## Reading surface weight in a five-plane platinum slab

Near the Fermi level of this thin Pt(111) slab, most listed levels put between two thirds and all of their weight on the outer planes. Most also lie within a few tenths of an electronvolt of the Fermi level, yet at two neighbouring points the first level above it is more than 4 eV away. Large outer weights suggest surface states, and a distance of 4 eV suggests a gap. Both readings need a check before they are used.

Ansatz 0.2.0 calculation with PBE, spin-orbit coupling, plane waves and PAW for a relaxed five-plane Pt(111) slab. The cutoff is 420 eV, the k mesh 12×12×1 and the Gaussian smearing 0.1 eV wide, with a dipole correction. In this spin-orbit run the forces on the atoms still reach 0.11 eV/Å, so the geometry is not a minimum at this level of theory. Levels are counted from the Fermi level, and outer weights are Löwdin weights summed over the two outer planes of both faces.

| point label | point a (reciprocal cell vectors) | point b (reciprocal cell vectors) | level b1 from the Fermi level (eV) | outer orbital weight b1 | level b2 from the Fermi level (eV) | level a1 from the Fermi level (eV) | outer orbital weight a1 |
| --- | --- | --- | --- | --- | --- | --- | --- |
| M | 0.5000 | 0.0000 | -0.150 | 0.780 | -0.150 | 0.040 | 0.300 |
| between | 0.4167 | 0.0000 | -0.060 | 0.820 | -0.060 | 0.160 | 0.920 |
| between | 0.3333 | 0.0000 | -0.120 | 0.910 | -0.120 | 0.010 | 0.860 |
| between | 0.2500 | 0.0000 | -0.200 | 0.930 | -0.200 | 0.080 | 0.770 |
| between | 0.1667 | 0.0000 | -0.040 | 0.790 | -0.040 | 0.410 | 0.760 |
| between | 0.0833 | 0.0000 | -0.230 | 0.880 | -0.230 | 0.050 | 0.760 |
| G | 0.0000 | 0.0000 | -0.020 | 1.000 | -0.020 | 0.050 | 0.680 |
| between | 0.0556 | 0.0556 | -0.100 | 0.850 | -0.100 | 0.030 | 0.760 |
| between | 0.1111 | 0.1111 | -0.140 | 0.840 | -0.140 | 0.680 | 0.780 |
| between | 0.1667 | 0.1667 | -0.200 | 0.760 | -0.200 | 0.220 | 0.820 |
| between | 0.2222 | 0.2222 | -0.010 | 0.830 | -0.010 | 0.210 | 0.710 |
| between | 0.2778 | 0.2778 | -0.010 | 0.880 | -0.010 | 0.210 | 0.700 |
| K | 0.3333 | 0.3333 | -0.200 | 0.850 | -0.200 | 4.500 | 0.780 |
| between | 0.3611 | 0.2778 | -0.090 | 0.670 | -0.090 | 4.100 | 0.730 |
| between | 0.3889 | 0.2222 | -0.050 | 0.860 | -0.050 | 0.100 | 0.680 |
| between | 0.4167 | 0.1667 | ? | ? | ? | ? | ? |
| between | 0.4444 | 0.1111 | ? | ? | ? | ? | ? |
| between | 0.4722 | 0.0556 | ? | ? | ? | ? | ? |

The points a and b are coordinates in the surface zone: G is its centre, M the middle of an edge and K a corner. Levels b1 and b2 are the two nearest below the Fermi level, and a1 is the nearest above. The outer orbital weight is the part of a state found on atomic orbitals of the outer planes. The calculation is density-functional theory with spin-orbit coupling.

### (a) Does an outer weight of 0.85 reveal a surface state? And do b1 and b2 count as two witnesses?

**Solution.** They are one witness. Time reversal turns a state at one point of the zone into a state of opposite spin at the opposite point, and inversion brings it back to the first point. In a nonmagnetic slab with inversion symmetry every level is therefore a pair, even with spin-orbit coupling. The table agrees: b1 and b2 coincide in every known row.

The weight must be compared with what an ordinary state would give. It covers two planes at each face, which is four planes out of five. A state spread evenly through the slab already scores 4/5 = 0.80. The known rows lie around this benchmark: the weights of b1 and a1 together average 0.79, with b1 somewhat above it at 0.84 and a1 below it at 0.73, partly because of one low value at M. That average cannot exclude surface states, though. Counted over all states of a shell, every plane holds an equal share, so states bound to the surface must be balanced by others that sit further inside.

Ordinary states need not be spread evenly, because the two faces reflect them into standing waves. For one orbital per plane and equal coupling between neighbours, the weight on plane j is

wⱼ = (1/3) sin²(πmj/6), with j = 1 to 5 and m = 1 to 5.

On the central plane, j = 3, this is 1/3 for odd m and zero for even m. The outer planes then hold either 2/3 or everything, although no state in this model is bound to a surface.

The zone centre shows how misleading a high weight can be. There b1 has an outer weight of 1.00, which looks like a perfect surface state. But at G each state can be chosen even or odd under inversion, and an odd state can have no s or d weight on the central atom. A standing wave through the whole slab could thus give the same value; the table does not list the parity that would confirm it. Level a1 at G, with 0.68, sits at the other value of the model.

Platinum has several d orbitals per atom, which mix, so the limits 2/3 and 1 are a guide and not a theorem. The first level above the Fermi level at M breaks them clearly, with a weight of 0.30. It may sit mainly on the central plane or use orbitals that the projection lacks. The second reading is the likelier one: the projection has no 6p orbitals and the weights are not renormalised, whereas the first would need 0.70 on one plane, about twice the 1/3 of the model. The table itself cannot separate the two. A large spill into the vacuum is not expected, because the vacuum level lies about 5.6 eV above the Fermi level.

### (b) How far from the Fermi level should the next level lie, and what happens near K?

**Solution.** The distance follows from counting states. Platinum has roughly 2 states per eV and atom at the Fermi level, a round figure that includes both spins. The run supports it: for Gaussian smearing of width σ the entropy term is about half the density of states times σ², and the run's 0.045227 eV then gives 9.05 states per eV for the slab, or 1.81 per atom. The estimate runs in three steps:

- Five atoms give 5 × 2 = 10 states per eV, or 5 pairs per eV.
- The mean spacing between pairs is 1/5 = 0.2 eV.
- If the Fermi level falls anywhere between two evenly spaced pairs, the next one lies on average 0.1 eV away on either side.

The known rows have this scale. Level b1 lies on average 0.11 eV below the Fermi level, and the median of a1 is 0.10 eV once the two points near K are set aside. The mean of a1 in the same rows is larger, 0.17 eV, mostly because of two points with 0.41 and 0.68 eV. The agreement is thus one of scale, and it rests on the idealisation of evenly spaced pairs; irregular spacing would raise the average distance. The estimate gives a typical distance; it cannot say where a particular level lies at a particular point.

The two points near K are set aside because the count assumes a dense ladder of levels on both sides of the Fermi level. On the way to K, a1 rises by 4.3 eV in a single step. No band needs to climb that fast. A level that sinks through the Fermi level joins the list below, and the next higher one becomes a1. Once the last of the nearby levels has sunk, that next one can be several electronvolts away.

The usual band structure of platinum suggests that the five mainly d-like bands are all filled near K and that the next level belongs to the broad band above them. Its outer weight of 0.78 shows that most of it is caught by the s and d orbitals of the projection, which has no 6p. The table does not give the orbital character, so this assignment is argued rather than shown. In any case the slab has no gap of 4 eV, since other points have levels close to the Fermi level on both sides.

### (c) Predict the three missing points between K and M, then compare.

**Solution.** The estimates from (a) and (b) supply the central values, with no constant adjusted to any row. The ranges are judgements that also draw on the spread of the known rows. The same forecast holds for each of the three points, with one exception:

- **Level b2:** equal to b1.
- **Level b1:** −0.10 eV, range −0.30 to 0 eV.
- **Level a1:** 0.10 eV, range 0 to 0.70 eV.
- **Outer weight of b1:** 0.80, range 0.67 to 1.00.
- **Outer weight of a1:** 0.80, range 0.67 to 1.00; at the point nearest M the range is 0.30 to 1.00.

The forecast for a1 carries the greatest risk, because another stretch like that around K would put it wrong by several electronvolts. Low values stand at both ends of the missing stretch, 0.10 eV on the side of K and 0.04 eV at M. That makes a low level in between the better guess. The exception allows for the unusual level at M, which may persist at the neighbouring point.

The withheld rows as computed:

| point label | point a (reciprocal cell vectors) | point b (reciprocal cell vectors) | level b1 from the Fermi level (eV) | outer orbital weight b1 | level b2 from the Fermi level (eV) | level a1 from the Fermi level (eV) | outer orbital weight a1 |
| --- | --- | --- | --- | --- | --- | --- | --- |
| between | 0.4167 | 0.1667 | -0.190 | 0.720 | -0.190 | 0.020 | 0.830 |
| between | 0.4444 | 0.1111 | -0.060 | 0.710 | -0.060 | 0.150 | 0.840 |
| between | 0.4722 | 0.0556 | -0.210 | 0.860 | -0.210 | 0.050 | 0.880 |

All the values fall within their ranges, and b1 and b2 coincide again. The pairing was the safest forecast, since symmetry requires it. The low values of a1 tell more: the region with no nearby level above the Fermi level does not return at any of the three points before M.

The central energies do less well than the ranges suggest. For b1 the largest miss is 0.11 eV, as large as the predicted distance itself. Counting states fixes the scale, but the rise and fall of b1 from point to point depends on how each band disperses, which the estimate leaves out. The printed analysis after this text gives the misses for every row.

The weights come closer, all six within 0.1 of even sharing. The caution about M proved unnecessary: at the point next to it, a1 has a weight of 0.88 instead of something near 0.30. Yet its energy, 0.05 eV, almost equals the 0.04 eV found at M. Similar energies at neighbouring points thus do not prove that one is following the same state, because the columns rank levels by distance from the Fermi level and do not trace bands.

Even the labels "below" and "above" are soft in places. At the first revealed point a1 lies only 0.02 eV above the Fermi level, well inside the smearing of 0.1 eV. That level is partly occupied, and a small shift of the Fermi level would move it to the other list.

The hits do not rule out surface states, because a surface state on d orbitals would also have a high outer weight, while one of s and p character could even score low in a projection without 6p. A thicker slab could tell the two apart. Averaged over many ordinary states, the share on the two outer planes of each face should fall roughly as four divided by the number of planes, whereas a state tightly bound to the surface would keep most of its weight there.

The analysis program printed:

```
outer weight for even sharing, forecast for b1 and a1: 0.8
outer weight of a standing wave with an antinode on the central plane: 0.6667
estimated mean spacing of level pairs in eV: 0.2
estimated distance of the next level from the Fermi level in eV, forecast for a1 and with minus sign for b1: 0.1
mean b1 of the known rows in eV: -0.108
median a1 of the known rows without the two near K in eV: 0.1
median distance from b1 to a1 in the same rows in eV: 0.22
mean outer weight of b1 in the known rows: 0.8433
mean outer weight of a1 in the known rows: 0.734
mean outer weight of b1 and a1 together in the known rows: 0.7887
rms miss of even sharing for b1 in the known rows: 0.08653
rms miss of even sharing for a1 in the known rows: 0.1476
rise of a1 from the point before K to K in eV: 4.29
withheld rows with b1 in the forecast range -0.30 to 0 eV: 3
withheld rows with a1 in the forecast range 0 to 0.70 eV: 3
withheld rows with b1 weight in the forecast range 0.67 to 1.00: 3
withheld rows with b2 equal to b1: 3
computed values and misses (computed less forecast):
      row       a       b  b1 eV  miss b1 eV  a1 eV  miss a1 eV  weight b1  miss weight b1  weight a1  miss weight a1
        M     0.5       0  -0.15       -0.05   0.04       -0.06       0.78           -0.02        0.3            -0.5
  between  0.4167       0  -0.06        0.04   0.16        0.06       0.82            0.02       0.92            0.12
  between  0.3333       0  -0.12       -0.02   0.01       -0.09       0.91            0.11       0.86            0.06
  between    0.25       0   -0.2        -0.1   0.08       -0.02       0.93            0.13       0.77           -0.03
  between  0.1667       0  -0.04        0.06   0.41        0.31       0.79           -0.01       0.76           -0.04
  between  0.0833       0  -0.23       -0.13   0.05       -0.05       0.88            0.08       0.76           -0.04
        G       0       0  -0.02        0.08   0.05       -0.05          1             0.2       0.68           -0.12
  between  0.0556  0.0556   -0.1           0   0.03       -0.07       0.85            0.05       0.76           -0.04
  between  0.1111  0.1111  -0.14       -0.04   0.68        0.58       0.84            0.04       0.78           -0.02
  between  0.1667  0.1667   -0.2        -0.1   0.22        0.12       0.76           -0.04       0.82            0.02
  between  0.2222  0.2222  -0.01        0.09   0.21        0.11       0.83            0.03       0.71           -0.09
  between  0.2778  0.2778  -0.01        0.09   0.21        0.11       0.88            0.08        0.7            -0.1
        K  0.3333  0.3333   -0.2        -0.1    4.5         4.4       0.85            0.05       0.78           -0.02
  between  0.3611  0.2778  -0.09        0.01    4.1           4       0.67           -0.13       0.73           -0.07
  between  0.3889  0.2222  -0.05        0.05    0.1           0       0.86            0.06       0.68           -0.12
  between  0.4167  0.1667  -0.19       -0.09   0.02       -0.08       0.72           -0.08       0.83            0.03
  between  0.4444  0.1111  -0.06        0.04   0.15        0.05       0.71           -0.09       0.84            0.04
  between  0.4722  0.0556  -0.21       -0.11   0.05       -0.05       0.86            0.06       0.88            0.08
```
